In a density-functional calculation with a hybrid functional, the share of exact exchange is a number that the user chooses. For a small metal cluster, that choice can decide whether the electronic levels look almost metallic or widely separated. The singly charged cluster of four ruthenium atoms in the table was calculated with seven shares and with its atoms held in place, so whatever changes from row to row is electronic. Where do its frontier levels stand when half of the exchange is exact?

Unrestricted Kohn–Sham calculations with Ansatz 0.2.0 for Ru4 with charge +1 and spin multiplicity 2, in the def2-TZVP basis with def2 core potentials, at a fixed PBE-D4/def2-SVP geometry. The functional is PBE with the listed share of its exchange replaced by exact exchange. The homo and lumo are taken over both spins, and spin squared is in ħ².

```
exact exchange (%)  homo (eV)  lumo (eV)  homo lumo gap (eV)  spin squared
                 0     -8.688     -8.400               0.288         2.552
                 5     -8.916     -8.199               0.718         2.904
                10     -9.151     -7.988               1.163         3.234
                15     -9.368     -7.730               1.638         3.543
                25     -9.759     -7.169               2.590         3.820
                35    -10.198     -6.605               3.593         4.300
                50          ?          ?                   ?             ?
```

The homo is the highest occupied orbital level, the lumo is the lowest empty one, and the homo lumo gap is the distance between them. Up to a share of 35%, the homo falls and the lumo rises at every step. Together they widen the gap from 0.29 to 3.59 eV. Both levels take part about equally, the homo with a fall of 1.5 eV and the lumo with a rise of 1.8 eV.

The reason lies in how an electron is kept from repelling itself. In the usual orbital equations, each electron moves in the repulsion of the whole electron cloud, its own contribution included. Exact exchange removes that false self-repulsion completely for an occupied orbital, whereas the approximate exchange of PBE removes it only in part. Replacing some PBE exchange by exact exchange therefore binds an occupied orbital more tightly, and its level falls.

An empty orbital is in the opposite position. It has no electron of its own in the cloud, so there is no self-repulsion to remove. PBE nevertheless gives it an attractive exchange potential much like the one that an occupied orbital feels. Exact exchange gives it only the weaker attraction that comes from its overlap with occupied orbitals of the same spin. As the share grows, the empty orbital loses attraction and its level rises.

This picture leads to a simple formula. Let $a$ be the share of exact exchange as a fraction, and suppose for the moment that the orbitals keep their shapes. The exchange part of the orbital operator is then a mixture, $a$ parts exact and $1-a$ parts PBE, and the level $\varepsilon_i$ of orbital $i$ follows

$$\varepsilon_i(a)=\varepsilon_i(0)+a\,\Delta_i .$$

Here $\Delta_i$ is the exact exchange energy of an electron in that orbital less its PBE counterpart. It is negative for a typical occupied orbital and positive for a typical empty one, so each level moves on a straight line.

The table comes close to this, with a visible departure. The lumo climbs by 0.045 eV per percentage point on average between 0 and 15%, but by 0.056 eV per point between 15 and 35%. Frozen orbitals would give a single slope. The orbitals must therefore be changing as the share grows, and the last column offers a clue to what is changing.

Spin squared measures how far the calculated state is from a pure spin state. A pure doublet, the spin state that was asked for, should have 0.75, yet the table starts at 2.55 and reaches 4.30. The value near 3.8 at 25% resembles that of a quartet, but the run still has only one more electron of one spin than of the other. Such a state is a mixture, in which electrons of opposite spin have moved apart in space instead of sharing orbitals.

This separation is already present with pure PBE, so exact exchange does not create it. Exact exchange does favour it, because it rewards electrons of equal spin for staying together more strongly than PBE does. The rows are therefore not one fixed state seen through different functionals.

They do not even follow a single solution of the equations, as the total energies reveal. With fixed orbitals the total energy changes linearly with the share, and letting the orbitals adjust can only lower it. Along one stable solution the energy may therefore rise more and more gently, but never more steeply. In these runs it rises by 0.28 eV per point from 10 to 15%, yet by 0.30 eV per point from 15 to 25%. The run at 25% has thus settled in a solution that is not the lowest. Its frontier levels still lie within 0.03 eV of the midpoints between their neighbours at 15 and 35%, so I kept the row for the forecast, although such agreement does not show that the states are alike. The steeper lumo may reflect the growing spin mixing, the change of solution, or both.

For a forecast, the rows in which the state changes fastest are the least useful guide. Spin squared rises by 0.066 per percentage point up to 15%, and more slowly and unevenly after that. I therefore drew straight lines by least squares through the rows at 15, 25 and 35% only, one line each for the homo, the lumo and spin squared. The row at 50% lies outside these fits, and reaching it means going 15 points beyond the last known row.

The lumo shows how the estimate works. Its fitted line starts at −8.574 eV for a share of zero and rises by 0.05625 eV per point. At 50% this gives

$$-8.574+50\times0.05625\approx-5.76\ \text{eV}.$$

The starting value is only an anchor for the line. The real lumo at zero share lies 0.17 eV higher, which shows how much the early rows differ from the later ones.

The homo line starts at −8.738 eV and falls by 0.0415 eV per point, which gives −10.81 eV at 50%. The distance between the two lines is then 5.05 eV. In everyday terms, ten more points of exact exchange should open the gap by about 1 eV, somewhat more than half of it through the lumo.

How far can such lines be trusted? A trial on known rows gives a first idea. Continuing the step from 15 to 25% on to 35% puts the gap there only 0.05 eV too low, but spin squared 0.20 too low. The step to 50% is longer, and the state may change again on the way, so the ranges have to be wider than this trial suggests.

The forecasts for 50% are these. The homo falls further, to about −10.8 eV (±0.3), and the lumo rises further, to about −5.8 eV (±0.3). The gap opens to about 5.1 eV (±0.4), and spin squared grows to about 4.8 (±0.6).

The ranges are judgements and not statistical errors. They leave room for the levels to bend away from the lines and for a modest change of state. Another jump between self-consistent solutions could break them, and so could a frontier level that passes from one spin channel to the other, since the homo and lumo are taken over both spins.

The withheld rows as computed:

```
exact exchange (%)  homo (eV)  lumo (eV)  homo lumo gap (eV)  spin squared
                50    -10.815     -6.011               4.803         4.788
```

All four results lie within their ranges, but they are not equally good. The homo agrees with its forecast to better than 0.01 eV, which is closer than the line deserves, since it misses one of its own three rows by 0.016 eV. Spin squared comes out at 4.79 against 4.83 from the line. The mixing of spin states has thus gone on growing at about the expected pace.

The lumo is the weak point. It was forecast at −5.76 eV and was computed at −6.01 eV, so the line put it 0.25 eV too high. Between 35 and 50% it rose by only 0.59 eV, where the line called for 0.84 eV. The gap inherits this error almost whole: the forecast of 5.05 eV is about 5% above the computed 4.80 eV.

The direction of the miss is instructive. Up to 35% the lumo had been rising more and more steeply, and the natural worry was that it would overshoot the line. It fell short instead. A single straight line for the gap through all six known rows, with its gentler slope, gives 4.98 eV and would have missed by 0.17 eV. Leaving out the early rows, reasonable as it looked, made this forecast worse.

The straight-line picture suggests what may have happened. A cluster has many empty orbitals, each with its own $\Delta_i$, and the lumo is simply the lowest of them at a given share. Suppose that two of these levels cross as the share increases. The one that is lower after the crossing must be the one that rises more slowly, or it would not have ended up below. A change of orbital can therefore only make the lumo's rise gentler.

The same argument holds for the homo, where a crossing hands the role to the occupied level that falls more slowly. With frozen orbitals, crossings can thus slow the opening of the gap but never speed it up. This separates the two bends of the lumo. The steepening up to 35% needs orbitals that change with the share, while the slowing towards 50% could come from a mere change of which orbital is lowest.

The full lists of levels show that the lumo had already changed hands among the known rows, though not by so simple a crossing. Up to 15% it belongs to the spin with fewer electrons, but at 35% it belongs to the spin with one electron more. Straight lines would not have led there. Up to 15% the lowest empty level of that second spin rose faster than its rival, by 0.055 eV per point against 0.045 eV, and so moved away from it. Between 15 and 35% the order is reversed, with 0.045 eV against 0.058 eV. The orbitals, or the whole solution, must have changed in between.

The fitted line had therefore joined levels of different spin and taken their combined slope for that of one. If the slower pace simply continued from 35 to 50%, the lumo would end near −5.93 eV, and about two thirds of the miss would be gone. Whether it did continue is not shown, and a different self-consistent solution at 50% could also have contributed.

For practical use, the size of the effect matters more than the last quarter of an electronvolt. The calculated gap of this cluster grows from 0.29 eV to 4.80 eV through a setting alone, with every atom in the same place. Orbital gaps of different clusters should therefore be compared only at the same share. A larger gap is also no sign of a better calculation, and it is not the energy of the light that the cluster absorbs.

One way to choose the share on physical grounds is to compare the homo with the energy needed to remove an electron. In an exact theory the homo would equal minus that energy, which can also be calculated as the difference between two total energies. The share can be tuned until the two agree. Here the homo moves by about 0.4 eV for every ten points, so the condition can single out a share if the difference between the total energies moves much less. The strong mixing of spin states means, however, that both total energies would first have to belong to well-understood states.
